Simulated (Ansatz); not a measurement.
## Ligand exchange: InH2(NH2) + H2S → InH2(SH) + NH3

Species: InH2(NH2), singlet; H2S (hydrogen sulfide) `S`, singlet; InH2(SH), singlet; NH3 (ammonia) `N`, singlet. The partners trade NH2 for SH: In–NH2 and H–SH bonds give way to In–SH and H–NH2.

Shapes, held fixed at every level: PBE0-D4/def2-TZVP. Programs: Ansatz 0.2.0. The zero-point and thermal change to 298 K, harmonic and unscaled (PBE0-D4/def2-TZVP), is +9.6 kJ/mol.

```csv
level,kind,ΔH(298 K) (kJ/mol),less CCSD(T)/def2-TZVPP
HF/def2-SVP,Hartree–Fock,-82.9,-13.0
PBE-D4/def2-TZVPP,GGA,-75.0,-5.1
r2SCAN-D4/def2-TZVPP,meta-GGA,-76.3,-6.4
BHLYP-D4/def2-TZVPP,global hybrid,-77.4,-7.5
wB97M-V/def2-TZVPP,range-separated hybrid,-72.3,-2.4
MP2/def2-TZVPP,perturbation theory,-71.7,-1.8
CCSD/def2-SVP,coupled cluster or CI,-69.5,+0.4
CCSD(T)/def2-TZVPP,coupled cluster or CI,-69.9,0.0
```

The highest level, CCSD(T)/def2-TZVPP, gives ΔH(298 K) = -69.9 kJ/mol; the levels span -82.9 to -69.5. The column of differences is taken from that level and isn't an error. No measured value is set beside it here. For atoms past krypton def2 sets carry core potentials with scalar relativity. Outer-core shells of In are correlated in most correlated rows, in sets that cover them unevenly.

Every level makes the exchange of amide for hydrosulfide clearly exothermic, with -69.9 kJ/mol at CCSD(T)/def2-TZVPP. Much of the driving force lies in the bonds to hydrogen: a weak S–H bond is given up for a much stronger N–H bond, as expected when a basic amide is protonated by the more acidic H2S. The soft match of indium with sulfur may help, but the exothermicity alone doesn't show that In–SH is stronger than In–NH2. The zero-point and thermal term of +9.6 kJ/mol works against the exchange, largely because N–H vibrations are stiffer than S–H ones.

The density functionals all exaggerate the exothermicity relative to CCSD(T), though not in simple order of their exact exchange. The close match of CCSD/def2-SVP may owe something to cancellation between the smaller basis and the missing triples. With two molecules on each side, entropy probably changes little, so the free energy should also favour the hydrosulfide. For condensed phases, the balance could shift through amide or thiolate bridging between indium centres, which these monomers leave out.
